**Q:** I want the lowest conduction level, a1, at the four points marked with question marks. The column jumps about so much that I can't see how to fill them in.

Band levels of Al2InAs3 (space group I-4m2, 6-atom cell) from Ansatz 0.2.0: scalar-relativistic PBE without spin polarization, PAW, plane waves up to 420 eV, a 10x10x10 k mesh and Gaussian smearing of 0.02 eV. At each k point, b1 is the highest occupied level, and a1 and a2 are the two lowest empty ones. The Fermi level is placed at midgap.

```tsv
row	band distance (1/Å)	level b1 from the Fermi level (eV)	level a1 from the Fermi level (eV)	level a2 from the Fermi level (eV)
1	0.000	-0.420	0.419	1.266
2	0.459	-1.422	2.233	2.451
3	0.918	-2.449	1.149	1.597
4	1.121	-2.581	1.110	1.616
5	1.198	-2.647	1.312	1.730
6	1.357	-2.499	1.400	1.559
7	1.681	-1.754	1.858	2.438
8	2.005	-0.890	1.056	2.192
9	2.339	-0.673	1.839	2.051
10	2.672	-0.436	0.889	1.407
11	2.885	-0.498	0.819	1.225
12	3.037	-0.816	1.077	1.702
13	3.241	-0.957	1.188	1.843
14	3.547	-0.853	1.273	1.605
15	3.854	-0.879	1.328	1.584
16	4.139	-0.738	1.986	2.241
17	4.482	-0.450	1.230	1.550
18	?	?	?	?
19	?	?	?	?
20	?	?	?	?
21	?	?	?	?
22	5.506	-0.730	1.702	2.174
```

**A:** Think of a1 as the height of a landscape over wave vectors, with zero at midgap. The route crosses hills and valleys, and the table keeps only a few points of it, so neighbouring rows can differ a lot. Rows 1 to 3 lie on one straight line from Γ towards X, yet the level climbs by 1.8 eV and then drops by 1.1 eV. The deepest valley is at Γ (row 1), and side valleys lie near X, just before row 4, and at N (row 8). A missing height can be estimated once we know which valley its point belongs to and in which direction it leaves that valley.

**Q:** Where are the missing points, then?

**A:** The cell sets the path, and each segment is cut into 14 equal steps, so the positions are known before any level is computed. Rows 18 to 20 go from just beside X to R. Row 21 lies on the segment from G to M. R and G are equivalent by symmetry, so the two segments join into one straight line from X to M, which also carries row 22.

**Q:** Does that line mean anything physically?

**A:** It does in the parent crystal. This compound is zinc blende with its metal layers ordered, two of aluminium to one of indium. In ordinary zinc blende both ends of the line would be X valleys, and the point halfway, called W, would be the high point between them. The level should therefore start flat, climb towards the middle and come down again.

**Q:** How steep is the climb? None of the known rows lies on the line near X.

**A:** Rows 4 and 5 leave X along the stacking direction, and the missing rows leave it within the layers. Both directions are at right angles to Γ–X, and in the cubic parent they are equivalent. Row 3 is no guide, because it lies towards Γ, where the valley is much flatter: the level rises by only 0.08 eV there, against 0.34 eV by the formula below for an equal step sideways.

The simplest curve that is flat at both ends is E = E₀ + A sin²(πt), where t is the distance from X divided by the length Γ–X. I fitted it to rows 4, 5 and 22, taking the valleys at X and M as equally deep. Rows 12 and 13, on either side of M at 1.077 and 1.188 eV, suggest that this is only roughly so, with M perhaps slightly deeper. This gives E₀ = 1.07 eV and A = 1.79 eV. Three rows for two constants is a thin test.

**Q:** Can you work one out?

**A:** Take row 20, which was not in the fit. R lies at t = (4.15/17.66)² = 0.055, where 4.15 Å and 17.66 Å are the short and long edges of the tetragonal cell. Then sin²(πt) is 0.030, and E = 1.07 + 1.79 × 0.030 = 1.12 eV (1.126 eV with the unrounded constants).

**Q:** And row 21, close to W?

**A:** The formula gives 2.66 eV, but I would go lower. The ordered cell is three times the parent cell, so each point here collects the levels of three parent wave vectors, its own and two partners. This is called folding, and a1 is the lowest conduction level among the three. In row 2, which I take to have similar partners, the two lowest conduction levels are 2.233 and 2.451 eV. The size of my shift is a judgement. My forecasts for a1 are:

- row 18: 1.07 ± 0.03 eV
- row 19: 1.09 ± 0.03 eV
- row 20: 1.12 ± 0.05 eV
- row 21: 2.25 ± 0.30 eV

The withheld rows as computed:

```tsv
row	band distance (1/Å)	level b1 from the Fermi level (eV)	level a1 from the Fermi level (eV)	level a2 from the Fermi level (eV)
18	4.661	-2.566	1.071	1.589
19	4.686	-2.572	1.088	1.604
20	4.712	-2.585	1.124	1.638
21	5.073	-1.696	2.840	3.074
```

**Q:** The first three are right, and the last is far off.

**A:** The first three were the easier ones, since they lie close to a valley floor that rows 4 and 5 had already located. What they do test is the steepness: from row 18 to row 20 the level rises by 0.05 eV, as the formula says. Close to X, then, the valley climbs within the layers much as it does across them, despite the ordering.

Row 21 came out at 2.84 eV, which is 0.59 eV above my forecast and about twice the error bar. The unshifted formula would have been closer, though still 0.18 eV below the lowest computed level.

**Q:** So folding doesn't lower the level?

**A:** By itself, only when a partner lies below the point's own level, for instance in a valley. The ordering can also mix the partners and so shift the levels. At N one of the three parent wave vectors is the bottom of the cubic L valley, and a1 is only 1.056 eV. At row 21 the two partners lie about half the length Γ–X from the nearest valley bottom, so they are high as well. The result agrees: a1 is the lowest conduction level, so no partner supplies one below 2.84 eV. It doesn't say whose level 2.84 eV is. It may be a partner's, with the point's own level higher still, and then folding did lower a1, but from a level well above the formula's. I should have located the partners instead of borrowing from row 2, whose lowest levels may be its own and not those of its partners.

Either way the point's own level seems to lie above the curve. A single sine-squared term bends over early, whereas the band is expected to keep climbing almost like a parabola and to turn only close to W. No fitted row lies there to show the true shape.

**Q:** How far can I trust the height of the X valley above Γ?

**A:** Not very far. In this calculation X lies 0.65 eV above Γ. PBE usually places Γ too low relative to X in these arsenides, so the real margin is probably smaller, and X could even turn out to be the lower of the two. The full fit is in the output below.

The analysis program printed:

```
fit of band_a1 on 3 rows (onX): constant 1.072 +/- 0.003, coefficient of s2 1.787 +/- 0.014; rms 0.00187, worst 5 -0.0026, leave-one-out rms 0.00815
  rows outside the fit (model, value, miss): 1 1.072, 0.419, 0.653; 2 1.072, 2.233, -1.16; 3 1.072, 1.149, -0.0767; 6 1.072, 1.4, -0.328; 7 1.072, 1.858, -0.786; 8 1.072, 1.056, 0.0163; 9 1.072, 1.839, -0.767; 10 1.072, 0.889, 0.183; 11 1.072, 0.819, 0.253; 12 1.072, 1.077, -0.00472; 13 1.072, 1.188, -0.116; 14 1.072, 1.273, -0.201; 15 1.072, 1.328, -0.256; 16 1.072, 1.986, -0.914; 17 1.072, 1.23, -0.158; 18 1.073, 1.071, 0.00237; 19 1.09, 1.088, 0.00177; 20 1.126, 1.124, 0.0015; 21 2.664, 2.84, -0.176
distance from X over length Gamma-X, rows 18 to 21: 18 0.007887, 19 0.03155, 20 0.05521, 21 0.3926
forecast of a1, rows 18 to 21 (eV): 18 1.073, 19 1.09, 20 1.126, 21 2.25
error bar of the forecast, rows 18 to 21 (eV): 18 0.03, 19 0.03, 20 0.05, 21 0.3
computed a1, rows 18 to 21 (eV): 18 1.071, 19 1.088, 20 1.124, 21 2.84
forecast less computed a1, rows 18 to 21 (eV): 18 0.002373, 19 0.001774, 20 0.001503, 21 -0.59
computed a2, rows 18 to 21 (eV): 18 1.589, 19 1.604, 20 1.638, 21 3.074
computed b1, rows 18 to 21 (eV): 18 -2.566, 19 -2.572, 20 -2.585, 21 -1.696
direct gap at Gamma (eV): 0.839
fitted X level above the Gamma conduction edge (eV): 0.6533
N level (row 8) above the Gamma conduction edge (eV): 0.637
slope A from rows 4 and 5 alone (eV): 1.826
slope A from rows 5 and 22 alone (eV): 1.771
transverse electron mass at X from the fit (free electron masses): 0.2476
rise from fitted X level to row 3, toward Gamma (eV): 0.07672
rise by the formula for an equal transverse step (eV): 0.3364
top of the formula halfway between X and M (eV): 2.859
highest a1 among the known rows (eV): 2.233
```
